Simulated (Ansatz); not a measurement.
In: energy change per atom and pressure as volume scale varies

All results are calculated (Ansatz 0.2.0). Plane-wave DFT, scalar-relativistic PAW made under PBE with cores redone for the functional, no dispersion; the given relaxed cell is scaled uniformly, energy at zero smearing counts from the unscaled cell, pressure at the given Fermi-Dirac smearing is positive in compression.

The cell before it is scaled or strained (space group Fd-3m, No. 227):
```
In
1.0
      0.0000     3.2318     3.2318
      3.2318     0.0000     3.2318
      3.2318     3.2318     0.0000
In
2
Direct
  0.12500 0.12500 0.12500
  0.87500 0.87500 0.87500
```

Settings of every row: spin polarised no; functional LDA; wave cutoff 420 eV; smearing width 0.1 eV; k mesh 10x10x10.

Atom starting moment: 0 on all atoms.

Limits: the cell comes from a prototype or a list of computed structures and needn't be the stable phase.

```
row  volume scale  V (Å³/atom)  energy change per atom (meV)  pressure (GPa)
  1          0.88       29.704                         62.56            5.69
  2          0.92       31.054                             ?               ?
  3          0.96       32.404                          5.76            1.49
  4          1.04       35.105                          5.12           -1.08
  5          1.08       36.455                         18.53           -1.96
  6          1.12       37.805                          38.5           -2.65
```

Question: what energy change per atom and pressure should row 2 give?

Worked fit of energy change per atom. Take u = (V_r/V)^(2/3) − 1 with V_r = 35.105 Å³ an atom, which is twice the finite (Eulerian) strain; such expansions in the strain, on which the Birch-Murnaghan equation of state is built, carry the rest volume and the bulk modulus. The shown rows have u = 0.11781, 0.05482, 0, -0.02484, -0.0482. Least squares give energy change per atom = 4.596 − 363.884 × u + 7250.13 × u² meV; a straight line predicts inner rows, each left out in turn, worse (root mean square 24 against 1.1 meV). The rows lie off it by 0.21, -0.68, 0.52, 0.42, -0.48 (root mean square 0.49 meV). The withheld row has u = 0.08518, so the fit gives 4.596 − 363.884 × (0.08518) + 7250.13 × (0.08518)² = 26.20 meV.

The calculation gave 25.44 meV. The fit lies 0.76 meV (3 % of the value, 1.3 % of the column's range) above it; its largest miss of a shown row is 0.68 meV.

Worked fit of pressure. Take u = (V_r/V)^(2/3) − 1 with V_r = 35.105 Å³ an atom, which is twice the finite (Eulerian) strain; such expansions in the strain, on which the Birch-Murnaghan equation of state is built, carry the rest volume and the bulk modulus. The shown rows have u = 0.11781, 0.05482, 0, -0.02484, -0.0482. Least squares give pressure = −1.101 + 39.227 × u + 155.67 × u² GPa; a straight line predicts inner rows, each left out in turn, worse (root mean square 0.53 against 0.046 GPa). The rows lie off it by 0.01, -0.03, 0.02, 0.02, -0.02. The pressure vanishes at u = 0.0255, or V = 33.8 Å³ an atom, and there the bulk modulus at fixed shape and fractions is B = −V dP/dV = (2/3)(1 + u) dP/du = 32.2 GPa. The withheld row has u = 0.08518, so the fit gives −1.101 + 39.227 × (0.08518) + 155.67 × (0.08518)² = 3.37 GPa.

The calculation gave 3.34 GPa. The fit lies 0.03 GPa (0.36 % of the column's range) above it; its largest miss of a shown row is 0.03 GPa.
